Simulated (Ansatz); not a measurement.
Ligand exchange: In(CH3)2F + Cd(CH3)(NH2) → In(CH3)2(NH2) + Cd(CH3)F

Species: In(CH3)2F, singlet; Cd(CH3)(NH2), singlet; In(CH3)2(NH2), singlet; Cd(CH3)F, singlet. The partners trade F for NH2: In–F and Cd–NH2 bonds give way to In–NH2 and Cd–F.

Shapes, held fixed at every level: PBE0-D4/def2-TZVP. Programs: Ansatz 0.2.0. Electronic energies: no zero-point or thermal term.

| level | kind | ΔE (kJ/mol) | less CCSD(T)/def2-TZVPP | CPU time (sum over the molecules) |
| --- | --- | --- | --- | --- |
| r2SCAN-D4/def2-TZVPP | meta-GGA | +8.5 | +0.8 | 49 s |
| PBE0-D4/def2-TZVPP | global hybrid | +7.0 | -0.7 | 28 s |
| r2SCAN0-D4/def2-TZVPP | global hybrid | +6.7 | -1.0 | 47 s |
| CCSD(T)/def2-SVP | coupled cluster or CI | +8.8 | +1.1 | 69 s |
| CCSD/def2-SVP | coupled cluster or CI | +7.8 | +0.1 | – |
| CCSD/def2-TZVPP | coupled cluster or CI | +5.9 | -1.8 | – |
| CCSD(T)/def2-TZVPP | coupled cluster or CI | +7.7 | 0.0 | 30 min |

The highest level, CCSD(T)/def2-TZVPP, gives ΔE = +7.7 kJ/mol; the levels span +5.9 to +8.8. The column of differences is taken from that level and isn't an error. No measured value is set beside it here. For atoms past krypton def2 sets carry core potentials with scalar relativity. Outer-core shells of Cd, In are correlated in most correlated rows, in sets that cover them unevenly. Times are processor times on shared x86 and Arm servers, and rough.

Every level makes the exchange mildly endothermic, with +7.7 kJ/mol at the highest, so fluoride stays on indium and amide on cadmium. This fits a hard–soft argument: In(III) is the harder, more strongly polarising centre and gains more from the compact fluoride, while the softer Cd(II) loses less by taking the less electronegative nitrogen donor. Donation from the ligand lone pairs into empty metal p orbitals probably modifies this preference, but the energies alone can't separate it from the ionic part.

The effect is small because each side has one fluoride and one amide bond, and much of the bond energy cancels, as do many of the errors. The near-match of CCSD/def2-SVP with the highest level is itself a cancellation: triples raise ΔE, while the larger basis lowers it. The sign is thus better supported than any ranking of the functionals. The preference applies to separate monomers; in condensed phases, fluoride or amide bridges could outweigh or reverse it.
